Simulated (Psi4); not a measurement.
**How methods differ on AlSbH3F (SMILES [F][AlH][SbH2])**

AlSbH3F: 6 atoms, total charge 0, spin state singlet. As SMILES, `[F][AlH][SbH2]`. Geometry: relaxed at PBE0-D4/def2-TZVP. This is one conformer, not always the lowest.

```xyz
6

F    -1.1146   -1.6324    1.2623
Al   -0.3361   -1.0393   -0.0698
Sb    1.2799    1.0037    0.3348
H    -0.5948   -1.8007   -1.4317
H     0.8421    1.5920   -1.2099
H    -0.0344    1.8129    1.0681
```

Quantity: the energy change with the Al2–H4 bond stretched from 1.582 to 2.847 Å, in eV. The values are calculated.

| level | kind | program | value (eV) | CPU time (all runs) |
| --- | --- | --- | --- | --- |
| HF/def2-SVP (core potential) (restricted) | Hartree–Fock | Psi4 | 3.37 | 26 s |
| SVWN5/def2-SVP (core potential) (restricted) | LDA | Psi4 | 2.57 | 44 s |
| PBE/def2-SVP (core potential) (restricted) | GGA | Psi4 | 2.55 | 55 s |
| M06-L/def2-SVP (core potential) (restricted) | meta-GGA | Psi4 | 2.84 | 90 s |
| B3LYP/def2-SVP (core potential) (restricted) | global hybrid | Psi4 | 2.79 | 43 s |
| HSE06/def2-SVP (core potential) (restricted) | range-separated hybrid | Psi4 | 2.84 | 2.5 min |
| MP2/def2-SVP (core potential) (restricted) | perturbation theory | Psi4 | 3.12 | 19 s |
| CCSD/def2-SVP (core potential) (restricted) | coupled cluster or CI | Psi4 | 2.79 | 64 s |

The first shape isn't each level's own minimum. The values span 2.55 to 3.37 eV. In the correlated wave-function rows the outer d shell of Sb is correlated, in sets not made for it. Times are those of the runs behind each value, whatever else they computed, on shared processors of several kinds: orders of magnitude only.

Stretching the Al–H bond costs several eV at every level, as expected for a strong, polar σ bond between electropositive aluminium and hydrogen. Restricted Hartree–Fock gives the steepest rise, 3.37 eV. As the bond lengthens, the σ and σ* orbitals approach in energy, and a single closed-shell determinant keeps too much ionic character because it cannot place one electron on each fragment. Correlation therefore matters more in the stretched structure than near equilibrium, and including it lowers the cost to 3.12 eV with MP2 and 2.79 eV with CCSD.

SVWN5 and PBE lie lowest and almost coincide, probably because their local exchange holes mimic part of this left–right correlation. The two hybrids lie higher, but exact exchange alone does not set the order: M06-L, which has none, matches HSE06 at 2.84 eV. B3LYP's agreement with CCSD does not establish its accuracy, since connected triple excitations would probably lower the coupled-cluster value further. Nor is the energy at this finite stretch a bond dissociation energy, as the fragments still interact.
